\section*{Core-level absorption in PAW: the transition element as one pseudo overlap}

A K-edge spectrum needs $\langle\psi_f|D|c\rangle$ between a core orbital $|c\rangle$, which a plane-wave basis does not hold, and all-electron final states $|\psi_f\rangle$, of which the code knows only the smooth parts $|\tilde\psi_f\rangle$. We show that this element equals $\langle\tilde\psi_f|\chi\rangle$ for one fixed vector $|\chi\rangle$, and that the spectrum is then one diagonal element of a resolvent, obtained without computing any empty state. The PAW transformation is due to Bl\"ochl (1994) and its use with recursion for near-edge spectra to Taillefumier and co-workers (2002). Energies are in eV, atomic lengths in bohr ($a_0$), cross sections in Mb ($1~\mathrm{Mb}=10^{-18}~\mathrm{cm}^2$).

\subsection*{Premises}
\begin{enumerate}
\item[P1] Golden rule and electric dipole coupling, $D=\boldsymbol\epsilon\cdot\mathbf r$, with real unit polarisation $\boldsymbol\epsilon$ and $\mathbf r$ measured from the absorbing nucleus $R_0$. The refractive index is set to one.
\item[P2] One active electron. The $\psi_n$, $E_n$ solve a one-particle Hamiltonian $H$ that contains the screened core hole at $R_0$. The orbital $c$ comes from an atomic calculation, and the overlap of the passive orbitals is set to one. $E_c$ is the constant that maps the eigenvalue scale onto photon energy, $\hbar\omega=E-E_c$. It is fixed by a total-energy difference and is not the Kohn--Sham $1s$ eigenvalue.
\item[P3] PAW. $|\psi_n\rangle=T|\tilde\psi_n\rangle$ with
\begin{equation}
T=1+\sum_{R}\sum_{i\in R}\big(|\phi_i\rangle-|\tilde\phi_i\rangle\big)\langle p_i| ,
\label{T}
\end{equation}
where $\phi_i=\tilde\phi_i$ outside the sphere $\Omega_R$ of radius $r_c$, the projectors vanish outside $\Omega_R$, the spheres do not overlap, and $\langle p_i|\tilde\phi_j\rangle=\delta_{ij}$ on each atom.
\item[P4] Completeness. Inside $\Omega_R$, $\tilde\psi_n=\sum_{i\in R}\tilde\phi_i\langle p_i|\tilde\psi_n\rangle$ for the states in the energy window of interest.
\item[P5] Localisation. $D|c\rangle$ is negligible outside $\Omega_{R_0}$.
\end{enumerate}

\subsection*{Step 1: the cross section}
A field $E_0\boldsymbol\epsilon\cos\omega t$ couples as $eE_0D\cos\omega t$. Its absorbing part $\tfrac12eE_0De^{-i\omega t}$ gives the rate
\begin{equation}
W=\frac{2\pi}{\hbar}\Big(\frac{eE_0}{2}\Big)^2\sum_f|\langle\psi_f|D|c\rangle|^2\,\delta(E_f-E_c-\hbar\omega).
\end{equation}
The photon flux is the intensity $\tfrac12\varepsilon_0c_0E_0^2$ divided by $\hbar\omega$, with $c_0$ the speed of light. The ratio of the prefactor to the flux is $\pi e^2\omega/(\varepsilon_0c_0)$, and $e^2=4\pi\varepsilon_0\hbar c_0\alpha$ turns this into $4\pi^2\alpha\hbar\omega$:
\begin{equation}
\sigma(\omega)=g_s\,4\pi^2\alpha\,\hbar\omega\sum_{f\,\mathrm{empty}}|\langle\psi_f|D|c\rangle|^2\,\delta(E_f-E_c-\hbar\omega).
\label{sigma}
\end{equation}
Only empty states count (Pauli principle). $D$ conserves spin. Per core spin orbital $g_s=1$; for an unpolarised K shell with $f$ running over spatial orbitals, $g_s=2$.

\subsection*{Step 2: the single overlap}
Write $|d\rangle=D|c\rangle$. From (\ref{T}),
\begin{equation}
\langle\psi_f|d\rangle=\langle\tilde\psi_f|T^\dagger|d\rangle=\langle\tilde\psi_f|d\rangle+\sum_{R}\sum_{i\in R}\langle\tilde\psi_f|p_i\rangle\big(\langle\phi_i|d\rangle-\langle\tilde\phi_i|d\rangle\big).
\end{equation}
Define the residual of the one-centre expansion at the absorber,
$|\delta_f\rangle=|\tilde\psi_f\rangle-\sum_{i\in R_0}|\tilde\phi_i\rangle\langle p_i|\tilde\psi_f\rangle$.
The first term and the $\tilde\phi_i$ terms of $R_0$ add up to $\langle\delta_f|d\rangle$, so that with no approximation
\begin{equation}
\langle\psi_f|d\rangle=\sum_{i\in R_0}\langle\tilde\psi_f|p_i\rangle\langle\phi_i|d\rangle+\langle\delta_f|d\rangle+\sum_{R\ne R_0}\sum_{i\in R}\langle\tilde\psi_f|p_i\rangle\langle\phi_i-\tilde\phi_i|d\rangle .
\label{exact}
\end{equation}
In the second term the part of the integral inside $\Omega_{R_0}$ vanishes by P4 and the part outside by P5. In the third, $\phi_i-\tilde\phi_i$ lives in a neighbouring sphere, where $d$ is negligible by P5. Hence
\begin{equation}
\langle\psi_f|D|c\rangle=\langle\tilde\psi_f|\chi\rangle,\qquad |\chi\rangle=\sum_{i\in R_0}|p_i\rangle\langle\phi_i|D|c\rangle .
\label{chi}
\end{equation}
The coefficients hold the all-electron partial waves, so they are atomic radial integrals computed once. The vector $\chi$ does not depend on $f$ and is as smooth as the projectors.

For $c=R_c(r)Y_{00}$ use real harmonics $Y_{1\mu}=\sqrt{3/4\pi}\,x_\mu/r$, so $D=r\sqrt{4\pi/3}\sum_\mu\epsilon_\mu Y_{1\mu}$. With $\phi_{nl\mu}=R_{nl}Y_{l\mu}$, orthonormality of the harmonics and $Y_{00}=1/\sqrt{4\pi}$ give
\begin{equation}
\langle\phi_{nl\mu}|D|c\rangle=\delta_{l1}\,\epsilon_\mu M_n,\qquad M_n=\frac1{\sqrt3}\int_0^\infty R_{n1}R_c\,r^3\,dr .
\label{M}
\end{equation}
Thus $\chi=\sum_\mu\epsilon_\mu\chi_\mu$ with $\chi_\mu=\sum_nM_n\,p_{n1\mu}$, and $\sigma=\sum_{\mu\nu}\epsilon_\mu\epsilon_\nu\sigma_{\mu\nu}$. The tensor commutes with the site group of the absorber. In diamond ($T_d$) the vector representation is irreducible, so $\sigma_{\mu\nu}\propto\delta_{\mu\nu}$. In AB graphite both inequivalent sites have $D_{3h}$ symmetry, so $\sigma=\sigma_\perp\sin^2\theta+\sigma_c\cos^2\theta$ with $\theta$ the angle between $\boldsymbol\epsilon$ and the $c$ axis. The vector $\chi_z$ is odd under the basal mirror and reaches the $\pi^*$ states. The two sites are computed separately and averaged.

\subsection*{Step 3: Bloch states}
The core hole sits in a supercell repeated $N_k$ times. With $\tilde\psi_{n\mathbf k}$ normalised per supercell, the crystal-normalised state is $\tilde\psi_{n\mathbf k}/\sqrt{N_k}$, and $\sum_f|\cdot|^2\to N_k^{-1}\sum_{\mathbf k}\sum_n|\cdot|^2$. Since $\tilde\psi_{n\mathbf k}(\mathbf r+\mathbf L)=e^{i\mathbf k\cdot\mathbf L}\tilde\psi_{n\mathbf k}(\mathbf r)$, the all-space overlap with $\chi$ equals the one-cell overlap with $\chi_{\mathbf k}(\mathbf r)=\sum_{\mathbf L}e^{i\mathbf k\cdot\mathbf L}\chi(\mathbf r-\mathbf L)$. All that follows is done at each $\mathbf k$ and averaged. A mesh may be reduced only by time reversal and by operations that leave $\boldsymbol\epsilon$ fixed up to sign, unless the whole tensor is symmetrised. We drop the label $\mathbf k$.

\subsection*{Step 4: the pseudo resolvent}
Multiplying $H T|\tilde\psi_n\rangle=E_nT|\tilde\psi_n\rangle$ by $T^\dagger$ gives
\begin{equation}
\tilde H|\tilde\psi_n\rangle=E_nS|\tilde\psi_n\rangle,\quad \tilde H=T^\dagger HT,\quad S=T^\dagger T,\quad\langle\tilde\psi_n|S|\tilde\psi_m\rangle=\delta_{nm}.
\end{equation}
In a finite plane-wave basis with $S$ positive definite the eigenvectors span the basis. The operator $\sum_nS|\tilde\psi_n\rangle\langle\tilde\psi_n|$ maps each $S|\tilde\psi_m\rangle$ onto itself, so it is the identity. Therefore
\begin{equation}
(zS-\tilde H)\sum_n\frac{|\tilde\psi_n\rangle\langle\tilde\psi_n|}{z-E_n}=\sum_nS|\tilde\psi_n\rangle\langle\tilde\psi_n|=1,
\end{equation}
\begin{equation}
\tilde G(z)\equiv(zS-\tilde H)^{-1}=\sum_n\frac{|\tilde\psi_n\rangle\langle\tilde\psi_n|}{z-E_n}.
\label{G}
\end{equation}
The whole of $z=E+i\gamma$ multiplies $S$. Only for norm-conserving partial waves, $S=1$, is this $(z-\tilde H)^{-1}$.

The sum in (\ref{G}) includes the occupied valence states $v$, which (\ref{sigma}) excludes. They are known from the self-consistent run and are removed from the vector:
\begin{equation}
|\chi'\rangle=|\chi\rangle-\sum_{v\,\mathrm{occ}}S|\tilde\psi_v\rangle\langle\tilde\psi_v|\chi\rangle .
\label{proj}
\end{equation}
By $S$-orthonormality $\langle\tilde\psi_n|\chi'\rangle$ is zero for occupied $n$ and equals $\langle\tilde\psi_n|\chi\rangle$ for empty $n$. If the excited electron is kept in the cell, its level is a final state and stays out of the sum over $v$. Replacing the delta function by the Lorentzian of half width $\gamma$,
\begin{equation}
\frac{\gamma/\pi}{(E-E_n)^2+\gamma^2}=-\frac1\pi\,\mathrm{Im}\frac1{E+i\gamma-E_n},
\end{equation}
and using (\ref{chi}), (\ref{G}) and (\ref{proj}) in (\ref{sigma}) gives
\begin{equation}
\sigma(\omega)=-g_s\,4\pi\alpha\,\hbar\omega\;\mathrm{Im}\,\langle\chi'|\tilde G(E+i\gamma)|\chi'\rangle,\qquad E=E_c+\hbar\omega .
\label{main}
\end{equation}
For $\gamma\to0^+$ one may use $\chi$ itself and keep $E>E_F$.

\subsection*{Step 5: Lanczos recursion}
Let $A=S^{-1}\tilde H$ and $(u,v)=\langle u|S|v\rangle$. Then $(u,Av)=\langle u|\tilde H|v\rangle=(Au,v)$, so $A$ is self-adjoint in this metric. From $zS-\tilde H=S(z-A)$ we get $\tilde G=(z-A)^{-1}S^{-1}$, and with $|x\rangle=S^{-1}|\chi'\rangle$
\begin{equation}
\langle\chi'|\tilde G(z)|\chi'\rangle=\big(x,(z-A)^{-1}x\big).
\end{equation}
Set $b_0^2=(x,x)=\langle\chi'|S^{-1}|\chi'\rangle$, $u_0=x/b_0$, $u_{-1}=0$, and
\begin{equation}
a_n=\langle u_n|\tilde H|u_n\rangle,\qquad b_{n+1}u_{n+1}=Au_n-a_nu_n-b_nu_{n-1},
\label{rec}
\end{equation}
with $b_{n+1}>0$ fixed by $(u_{n+1},u_{n+1})=1$. The $u_n$ are $S$-orthonormal by induction. The new vector is orthogonal to $u_n$ by the choice of $a_n$, and to $u_{n-1}$ because $(u_{n-1},Au_n)=(Au_{n-1},u_n)=b_n$. It is orthogonal to $u_m$ with $m<n-1$ because $Au_m$ lies in the span of $u_{m-1},u_m,u_{m+1}$. In this basis $A$ is a tridiagonal matrix $J$ with diagonal $a_n$ and off-diagonal $b_n$. Let $\Delta_n$ be the determinant of $z-J$ with the first $n$ rows and columns removed. Expansion along the first row gives $\Delta_n=(z-a_n)\Delta_{n+1}-b_{n+1}^2\Delta_{n+2}$. The ratio $g_n=\Delta_{n+1}/\Delta_n$ then obeys $g_n=1/(z-a_n-b_{n+1}^2g_{n+1})$, and $g_0=[(z-J)^{-1}]_{00}$ by Cramer's rule:
\begin{equation}
\langle\chi'|\tilde G(z)|\chi'\rangle=\cfrac{b_0^2}{z-a_0-\cfrac{b_1^2}{z-a_1-\cfrac{b_2^2}{z-a_2-\cdots}}} .
\label{cf}
\end{equation}
The coefficients do not depend on $z$, so one chain serves all energies and widths. A chain cut after $N$ levels has the first $2N$ moments of the spectrum right and resolves about $W/N$ for a spectral width $W$. In plane waves $W$ is set by the cutoff, so $N$ must be of order $W/\gamma$ unless the tail is modelled. If the coefficients settle to $a_\infty,b_\infty$, the tail solves $\tau=1/(z-a_\infty-b_\infty^2\tau)$:
\begin{equation}
\tau(z)=\frac{z-a_\infty-\sqrt{(z-a_\infty)^2-4b_\infty^2}}{2b_\infty^2},\qquad \mathrm{Im}\,\tau<0 .
\label{tau}
\end{equation}
Each step costs one application of $\tilde H$ and one of $S^{-1}$. Under P4, $S=1+PqP^\dagger$, where $P$ holds the projectors of all atoms as columns and $q_{ij}=\langle\phi_i|\phi_j\rangle-\langle\tilde\phi_i|\tilde\phi_j\rangle$ on each atom. With $B=P^\dagger P$,
\begin{equation}
S^{-1}=1-Pq(1+Bq)^{-1}P^\dagger ,
\end{equation}
since the product with $S$ is $1+Pq[1-(1+Bq)^{-1}-Bq(1+Bq)^{-1}]P^\dagger=1$. Rounding lets occupied components grow back along the chain, so the $u_n$ should be re-orthogonalised to the $\tilde\psi_v$.

\subsection*{Range of validity, sized for carbon}
We use a model atom with Slater orbitals, $R_c=2\zeta^{3/2}e^{-\zeta r}$ and $R_p=(2\zeta')^{5/2}\,r\,e^{-\zeta' r}/\sqrt{24}$, with the approximate exponents of Slater's rules, $\zeta=5.70$ and $\zeta'=1.625~a_0^{-1}$. Let $\beta=\zeta+\zeta'=7.325~a_0^{-1}$ and take $\hbar\omega\approx285$~eV as the typical edge energy. The compiled lattice constant of graphite, $a=2.461$~\AA\ (Wikipedia), gives a half bond length $a/2\sqrt3=1.34~a_0$. In diamond, with the typical $a\approx3.567$~\AA, it is $\sqrt3a/8=1.46~a_0$. We take $r_c=1.3~a_0$.

\emph{Dipole limit (P1).} The integrand of (\ref{M}) goes as $r^4e^{-\beta r}$, with mean radius $\bar r=5/\beta=0.683~a_0$. The photon wave number is $q=\omega/c_0=0.144$~\AA$^{-1}$. The quadrupole operator carries an extra factor $\tfrac{i}{2}\mathbf q\cdot\mathbf r$, so its relative intensity is of order $(q\bar r/2)^2\approx7\times10^{-4}$.

\emph{Localisation (P5).} The $1s$ charge beyond $r_c$ is $4.6\times10^{-5}$, but this is the wrong measure. The share of the dipole integral beyond $r_c$ is $e^{-x}\sum_{k=0}^4x^k/k!$ with $x=\beta r_c$, which is $0.040$. Cutting (\ref{M}) at $r_c$ would lose 4\% of the amplitude. Integrating to infinity leaves only the difference between $\psi_f$ and its one-centre expansion in that outer region, that is the outer part of the second term and the third term of (\ref{exact}). These are of the order of a few per cent at most. For shallow cores P5 fails and the full vector $T^\dagger D|c\rangle$ must be used.

\emph{Completeness (P4).} A $p$ wave changes shape with energy. For a free wave $j_1(kr)\propto r(1-k^2r^2/10)$, so at $\Delta E=20$~eV from the reference energy the shape changes across the sphere by $2m_e\Delta E\,r_c^2/10\hbar^2=0.25$. One $l=1$ partial wave leaves a residual linear in $\Delta E$ and serves near its reference energy only. A spectrum tens of eV wide needs at least two, generated with the core hole.

\emph{Occupied states.} Without (\ref{proj}), a pole at the valence-band top puts the fraction $\pi^{-1}\arctan(\gamma/E_g)$ of its weight above the conduction edge. For diamond, with the compiled gap of 5.48~eV (Chen 2018) and $\gamma=0.3$~eV, this is 1.7\%. It is less for deeper poles and more for a smaller Kohn--Sham gap. Graphite has no gap, a pole at $E_F$ spills half its weight, and the removal cannot be skipped.

\emph{Supercell.} Periodic core holes interact on the scale $e^2/4\pi\varepsilon_0\varepsilon L$. For a $2\times2\times2$ cubic cell of diamond, $L=7.13$~\AA, and the compiled $\varepsilon=5.7$ (Ioffe Institute), this is 0.35~eV. That is comparable with $\gamma$, so $E_c$ and the shape at the edge must be converged in $L$.

\emph{One active electron (P2).} This is the coarsest premise. The passive-overlap factor is typically 0.7 to 0.9, with the lost weight in shake-up channels. Vibrational structure and many-body edge effects lie outside (\ref{main}). With $c$ and $\psi_f$ taken from different potentials the length and velocity forms of $D$ differ and $\langle\psi_f|c\rangle$ need not vanish, which is why P1 fixes both the form and the origin.

\subsection*{Illustration: the $\pi^*$ resonance of a graphite model}
\emph{Atomic factor.} With one $p$ partial wave and $\int_0^\infty r^4e^{-\beta r}dr=24/\beta^5$, equation (\ref{M}) gives
\begin{equation}
M=\frac1{\sqrt3}\,2\zeta^{3/2}\,\frac{(2\zeta')^{5/2}}{\sqrt{24}}\,\frac{24}{\beta^5}=0.0695~a_0,\qquad C=8\pi^2\alpha\,\hbar\omega\,M^2=22.2~\mathrm{Mb\,eV},
\end{equation}
where $g_s=2$ and $\hbar\omega$ is held at 285~eV. To see what the reconstruction does, replace $e^{-\zeta'r}$ inside $r_c$ by $s_0+s_2r^2$ matched in value and slope, $s_0=e^{-\zeta'r_c}(1+\zeta'r_c/2)=0.249$ and $s_2=-\zeta'e^{-\zeta'r_c}/2r_c=-0.0756~a_0^{-2}$. Then $\langle\tilde\phi|z|c\rangle/\langle\phi|z|c\rangle=0.64$, and the bare pseudo element would give 0.41 of the intensity in this model.

\emph{Band model.} Take one sheet with one $p_z$ orbital per site, $\tilde\psi=\sum_jc_j\tilde\phi_j$. Assume $\langle p_i|\tilde\phi_j\rangle=\langle\phi_i|\phi_j\rangle=\delta_{ij}$ and nearest-neighbour hopping of typical size $t\approx2.7$~eV. Interlayer hopping, typically 0.4~eV, is dropped, so structure on that scale is lost. For $\boldsymbol\epsilon\parallel c$, $\langle\tilde\psi|\chi\rangle=c_0^*M$, the chain starts on the absorber with $b_0=M$, and for $\gamma\to0^+$ and $E>E_F=0$
\begin{equation}
\sigma_c(E)=-\frac C\pi\,\mathrm{Im}\,G_{00}(E+i0).
\end{equation}
Without a hole the bands are $\pm t|f|$, each with weight $\tfrac12$ on the site, where $|f|^2=1+4\cos^2x+4\cos x\cos y$ and $x,y$ are uniform on $[0,\pi]$. So $g(z)=\langle z/(z^2-t^2|f|^2)\rangle$. All odd moments vanish, hence $a_n=0$. The even ones are $\langle|f|^{2n}\rangle=3,\,15,\,93,\,639$ for $n=1$ to 4. With $b_n$ in units of $t$, the elements $(J^{2n})_{00}$ are
\begin{align}
b_1^2&=3, & b_1^2(b_1^2+b_2^2)&=15,\nonumber\\
b_1^2\big[(b_1^2+b_2^2)^2+b_2^2b_3^2\big]&=93, & 15^2+b_1^2b_2^2(b_1^2+b_2^2+b_3^2)^2+b_1^2b_2^2b_3^2b_4^2&=639,
\end{align}
so $b_n^2=3,\,2,\,3,\,5/3$, and the band edges $\pm3t$ imply $b_\infty=3t/2$.

Model the core hole as an on-site shift $U$. It acts on $u_0$ alone and all later $u_n$ are orthogonal to $u_0$, so in (\ref{rec}) it sets $a_0=U$ and leaves every other coefficient unchanged. Equation (\ref{cf}) gives $G_{00}=1/(g^{-1}-U)$. The infinite chain is known in closed form. The $y$ average of $1/(X-Y\cos y)$ is $1/\sqrt{X^2-Y^2}$, which leaves
\begin{equation}
t\,g=\frac1\pi\int_0^\pi\!\frac{\eta\,dx}{\sqrt{\eta^2-(1+2\cos x)^2}\sqrt{\eta^2-(1-2\cos x)^2}},\qquad\eta=z/t,
\end{equation}
each root being continued from $+\eta$ at large $|\eta|$ in the upper half plane. This is a complete elliptic integral. For real $0<\eta<1$, with $K(m)=\int_0^{\pi/2}(1-m\sin^2\varphi)^{-1/2}d\varphi$,
\begin{equation}
t\,g=-\frac{\eta}{\pi\sqrt{Z}}\big[2K(1-m)+iK(m)\big],\quad Z=\tfrac14(1+\eta)^3(3-\eta),\quad m=\frac{4\eta}{Z}.
\end{equation}
We choose $U=-2.5\,t=-6.75$~eV so that the maximum falls about 1~eV above $E_F$, the typical position of the $\pi^*$ peak relative to the $1s$ threshold. The position is therefore an input. The maximum then lies between 0.8 and 1.1~eV.

\begin{center}
\begin{tabular}{ccccc}
$E$ (eV) & $t\,\mathrm{Re}\,g$ & $t\,\mathrm{Im}\,g$ & $\sigma_c$, $U=0$ (Mb) & $\sigma_c$, $U=-2.5t$ (Mb)\\\hline
0.54 & $-0.201$ & $-0.117$ & 0.31 & 0.92\\
1.00 & $-0.294$ & $-0.224$ & 0.59 & 1.5\\
1.62 & $-0.385$ & $-0.399$ & 1.0 & 1.0\\
2.16 & $-0.447$ & $-0.627$ & 1.6 & 0.66
\end{tabular}
\end{center}

Without the hole the spectrum climbs to the van Hove singularity at $E=t$. The change of the single coefficient $a_0$ removes that singularity, because $G_{00}\to-1/U$ is real where $g$ diverges, and builds a resonance nearer the threshold. Cutting the chain after $b_4$ and closing it with (\ref{tau}) gives 0.75~Mb at 1.00~eV, half the converged value. Four levels cannot resolve a feature about 1~eV wide in a band of half width $3t=8.1$~eV that has a Dirac point at its centre.

With the compiled $c=6.7076$~\AA\ (Lebedeva 2016) and four atoms per cell, the atom density is $8/(\sqrt3a^2c)=0.114$~\AA$^{-3}$. The model's 1.5~Mb then means an absorption length of 0.06~$\mu$m for $\boldsymbol\epsilon\parallel c$, while $\pi^*$ absorption vanishes for $\boldsymbol\epsilon\perp c$. These numbers are the model's. As typical knowledge, the $\pi^*$ peak of graphite in this geometry stands at several Mb, so the model is low by a factor of roughly two to five and its absorption length is too long by the same factor. The direction is expected, since a single Slater $2p$ function is too small near the nucleus and does not contract in the field of the hole, whereas partial waves generated with the core hole carry both effects into $\chi$.